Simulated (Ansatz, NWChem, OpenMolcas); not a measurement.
**Strength of the Ga–N bond: GaH(CH3)(NH2) → GaH(CH3) + NH2**

Species: GaH(CH3)(NH2), singlet; GaH(CH3), doublet; NH2 `[NH2]`, doublet. 

Shapes, held fixed at every level: PBE0-D4/def2-TZVP. Programs: Ansatz 0.2.0, NWChem 7.3.0, OpenMolcas 26.06. A level may come from different programs for different species; with the same settings they agree closely. Electronic energies: no zero-point or thermal term.

```json
{"level": "HF/STO-3G", "kind": "Hartree–Fock", "ΔE (kJ/mol)": "+59.4"}
{"level": "HF/3-21G", "kind": "Hartree–Fock", "ΔE (kJ/mol)": "+381.6"}
{"level": "HF/def2-SVP", "kind": "Hartree–Fock", "ΔE (kJ/mol)": "+291.4"}
{"level": "B3LYP/6-31G* (spherical functions)", "kind": "global hybrid", "ΔE (kJ/mol)": "+378.7"}
{"level": "PBE0/def2-SVP", "kind": "global hybrid", "ΔE (kJ/mol)": "+407.4"}
```

PBE0/def2-SVP gives ΔE = +407.4 kJ/mol; the levels span +59.4 to +407.4. The median of the levels is +378.7. Hartree–Fock misses the correlation of the pair that is broken and comes out low. No measured value is set beside it here. Spin contamination: GaH(CH3) (⟨S²⟩ up to 1.33). Open shells run unrestricted. Relativity is left out for Ga. PBE0/def2-SVP lies outside the range of all other levels here, so it shouldn't be taken on trust. Rows in sets without polarisation functions are far from converged.

Both hybrid functionals describe a strong Ga–N bond, at +378.7 and +407.4 kJ/mol. This fits a polar σ bond between electropositive gallium and electronegative nitrogen, in which charge shifted towards nitrogen adds an ionic contribution that homolysis into two neutral radicals gives up. Donation from the nitrogen lone pair into the formally empty p orbital of trivalent gallium may strengthen it a little further.

The cleanest measure of correlation is the def2-SVP pair, where the energy rises from +291.4 with Hartree–Fock to +407.4 with PBE0. Hartree–Fock is not low in every row, however: HF/3-21G gives +381.6, slightly above B3LYP, probably because basis-set error offsets the missing correlation. That near-agreement is therefore no sign of accuracy. The two hybrid rows differ in basis as well as functional, so the gap between them can't be assigned to either alone. A single dissociation energy also doesn't separate the σ, ionic and π contributions to the bond.
